Silylene, SiH₂, is a bent molecule with two Si–H bonds and a lone pair on silicon. The table compares its computed atomization energy, the energy needed to pull it apart into Si and two H atoms, with the measured 633.7 kJ/mol. A negative difference means that the calculation binds the molecule too weakly. All rows use the same geometry and the same small basis.

Neutral singlet silylene, SiH₂, calculated with Ansatz 0.2.0 at the levels listed, using the cc-pV(D+d)Z basis and the MP2(full)/6-31G* geometry, without relativistic effects. The correlated wave-function methods correlate only the valence electrons.

```csv
level,computed less measured atomization energy (kJ/mol),rough wall time (s)
RHF,-179.10,0.2
UHF,-169.40,0.2
RMP2,-66.10,n/a
CISD,-54.00,0.5
RCCSD,-41.80,n/a
RCCSD(T),-38.60,0.3
BCCD(T),-38.50,0.3
RCCSDT,-38.10,n/a
CISDTQ,-38.40,1
RCCSDT(Q),-38.00,1
RCCSDTQ,-37.90,2
CASSCF valence,-74.40,n/a
NEVPT2 valence,-60.40,0.4
MRCISD valence,-43.50,n/a
MRCISD+Q valence,-43.90,0.8
FCI,-37.90,6
SPW92,54.30,0.3
PBE,-20.50,0.5
r2SCAN,-16.40,2
PBE0,-23.30,1
B3LYP,0.90,0.5
wB97M-V,16.30,1
B2PLYP,-18.30,1
RPA-PBE,-38.90,0.8
```

**(a) RHF binds SiH₂ far too weakly. How much of the binding comes from electron correlation, and why is it so much?**

*Solution.* FCI contains all correlation of the valence electrons that the basis can describe, so the step from RHF to FCI measures what correlation adds. It adds 141 kJ/mol, or 24% of the FCI atomization energy. Hartree–Fock lets each electron feel only the average field of the others. Two electrons of opposite spin in one orbital then come close to each other too often, and their repulsion is overestimated.

This error matters for binding because the molecule has more such pairs than the atoms. A hydrogen atom has one electron and no correlation energy. Free silicon has one pair in 3s and two unpaired 3p electrons of parallel spin, which already avoid each other by the Pauli principle. In SiH₂ there are three pairs: two bonds and the lone pair.

The total energies show how the correlation is divided. The valence correlation energy of the molecule is 316 kJ/mol, and that of the free atoms is 175 kJ/mol, all of it in silicon. Silicon has 55% of the molecule's amount, although it has one pair against three. Electrons of opposite spin in different orbitals also avoid each other, but counting them does not explain this share: there are two such combinations in silicon and six in SiH₂, again one to three. On average, correlation per pair must therefore be stronger in the atom. The table cannot show why. The cheap excitation of the 3s pair into the empty third 3p orbital contributes, but it does not single out the atom, because the lone pair of SiH₂ has an empty p orbital next to it as well. Counting pairs thus gives the direction of the effect, not its size. The atomic figure is the molecular one less the 141 kJ/mol found above. The molecular figure comes from the CISDTQ energy, lowered by the 0.5 kJ/mol by which the CISDTQ row falls short of FCI. That small gap belongs to the molecule alone, because quadruple excitations are already exact for silicon's four valence electrons.

**(b) UHF comes 9.7 kJ/mol closer to the measured value than RHF. Does it describe the molecule better?**

*Solution.* It gives a lower energy but a less pure state. The molecule's own energy drops by 9.7 kJ/mol from RHF to UHF. This accounts for the whole gain, so both rows must use the same energy for the free atoms, presumably the unrestricted one. The label RHF then describes the molecule only, and the correlation figures in (a) are counted from unrestricted atoms; restricted open-shell atoms would shift them by several kJ/mol. UHF lets electrons of opposite spin occupy different regions, which is a crude way for them to avoid each other. In silylene, the empty silicon p orbital perpendicular to the molecular plane gives the lone pair room to do so.

The price is spin contamination. The expectation value of $S^2$ is 0.40 instead of the zero of a true singlet, so some triplet character has been mixed in. In this molecule, the instability of RHF that permits this is no obstacle to a good correlated calculation: RCCSD(T), built on the restricted orbitals, gives an atomization energy within 1 kJ/mol of the FCI value.

**(c) FCI solves the valence problem exactly within its basis, yet it misses the measured value by 37.9 kJ/mol. What would a larger basis change?**

*Solution.* It would remove most of this miss, according to well-established theory; the table itself holds only one basis. Where two electrons meet, the exact wave function has a sharp crease, the cusp. Smooth orbital products reproduce it slowly, and only with many functions of high angular momentum. A small basis therefore loses part of every pair's correlation energy, and it loses more in the molecule, which has more pairs. A smaller part of the miss is expected already at the Hartree–Fock level, where a small basis describes the bonds less well than the free atoms.

A similar loss sits in every wave-function row that treats this correlation. RHF and UHF do not attempt to describe the cusp, and CASSCF, with its few active orbitals, hardly does, so they have little of this loss. The table thus answers two different questions. The difference from measurement tells how good method and basis are together, while the difference from FCI tells how good the method is within this basis. For the coupled-cluster rows, a larger basis would change the first greatly and, as a rule, the second much less.

**(d) CISD falls 16.1 kJ/mol short of FCI, RCCSD only 3.9. Both are built from single and double excitations. Where does the difference come from? Estimate its size.**

*Solution.* CISD permits at most two electrons to be excited at any time. While one pair is excited to avoid a close encounter, the other pairs must stay in their Hartree–Fock orbitals and lose their correlation energy. CCSD also contains products of double excitations, so that separate pairs can be excited at once.

This gives an estimate with no fitted constant. Let $w$ be the weight of double excitations in the CISD wave function and $E$ the size of the CISD correlation energy. In CISD, the three most strongly occupied natural orbitals hold 5.844 electrons, where Hartree–Fock has 6. Each double excitation moves two electrons, so

$$w \approx \frac{6-5.844}{2} = 0.078 .$$

The molecule's CISD correlation energy is 21.7 kJ/mol smaller than the full one, hence $E = 316.3-21.7 = 294.6$ kJ/mol. If all of $E$ were lost during the fraction $w$, the cost would be

$$wE \approx 0.078\times 294.6 \approx 23\ \text{kJ/mol}.$$

This is Davidson's estimate, and it counts too much: the pair that is excited loses nothing. With three equal pairs only two are blocked, which leaves $\tfrac{2}{3}\times 23 \approx 15$ kJ/mol.

The calculation gives 13.7 kJ/mol for CCSD less CISD in the molecule. The count of blocked pairs is thus close, although the three pairs are not really equal. Another correction uses $w/(1-w)$ in place of $w$ and, for six electrons, a factor of 0.4; it gives 10 kJ/mol. Such formulas predict the size of the effect, not its last kJ/mol.

The free atoms provide a control. Silicon has three valence electrons of one spin and only one of the other. Every opposite-spin pair contains that single electron, so two such pairs cannot be excited at once, and there is little to block. There CCSD gains only about $5.6-4.1=1.5$ kJ/mol over CISD, a rough figure because the two levels need not start from the same orbitals for the open-shell atom. The error of CISD thus grows with the number of pairs and does not cancel when a molecule is compared with its atoms.

**(e) RCCSD(T) agrees with FCI to 0.7 kJ/mol. Is the energy of the molecule itself that accurate?**

*Solution.* No. An atomization energy is a difference, so its error is the error of the molecule less that of the atoms. For CCSD(T) the molecule lies 2.0 kJ/mol above its FCI energy and the atoms lie 1.3 kJ/mol above theirs. Most of the error is common to both and drops out.

MP2 shows the same effect on a larger scale. It misses 84 kJ/mol of the molecule's correlation energy, yet its atomization energy is only 28 kJ/mol short of FCI. MP2 takes each excitation only to lowest order and leaves out how the excited configurations act on one another. This is missing even within a single pair, so much of the error is already present in the silicon atom. A good atomization energy is therefore no proof of a good total energy.

**(f) B3LYP misses the measured value by only 0.9 kJ/mol. Is it better than FCI, and which digits can be trusted?**

*Solution.* It is closer to measurement in this basis, which is a different matter. A functional such as B3LYP obtains the correlation energy from the density and need not build the cusp out of orbitals, so it usually suffers less from a small basis. Its remaining basis error can also cancel an error of the functional itself. One molecule in one basis cannot tell these two apart, but a larger basis usually raises a computed atomization energy, so B3LYP is expected to move towards overbinding.

The other functionals show how much depends on the choice. SPW92 binds 75 kJ/mol more strongly than PBE in the same basis. The local approximation is known to overbind; gradient terms lower the energy of separated atoms, with their more uneven densities, more than that of the molecule. Against a spread of this size, a single near-zero value says little about the quality of a functional.

The sign of B3LYP's miss is not safe either. Spin–orbit coupling, absent from these calculations, lowers the free silicon atom by roughly 1.8 kJ/mol and would reduce the computed atomization energy by as much. The miss would then change from +0.9 to −0.9 kJ/mol. Tenths of a kJ/mol are meaningful when one wave-function row is compared with another, where such shared effects drop out. Against the measured value, even the units digit needs care.

**(g) Silicon films are grown from silane, SiH₄, which can split into SiH₂ and H₂. Would the errors in the table carry over to the energy of this reaction?**

*Solution.* Not directly, and counting pairs shows why. Atomization destroys pairs, so whatever a method or basis loses per pair appears in the result. The reaction keeps their number: four bond pairs in silane become two bond pairs and a lone pair in SiH₂ and one bond pair in H₂. The basis error should therefore cancel in good part, though not fully, because a lone pair differs from a bond pair.

CISD is an exception. Its loss comes from pairs that block one another. With $n$ similar pairs, both $w$ and $E$ grow as $n$, and a fraction $(n-1)/n$ of the pairs is blocked, so the loss grows as $n(n-1)$. This gives 12 for silane, 6 for SiH₂ and 0 for H₂, where CISD is exact. The two sides do not balance, so an error remains. The count overstates it, because the pairs are not alike: the empty p orbital of SiH₂ is expected to raise its $w$, and silane has no such orbital. An error of several kJ/mol is therefore to be expected, smaller than the scale found in (d) would suggest.

For a model of film growth, the reaction energy must thus be judged by its own errors, not by those of the atomization energy. A method whose error simply adds up pair by pair benefits from the conserved number of pairs; CISD benefits only in part.
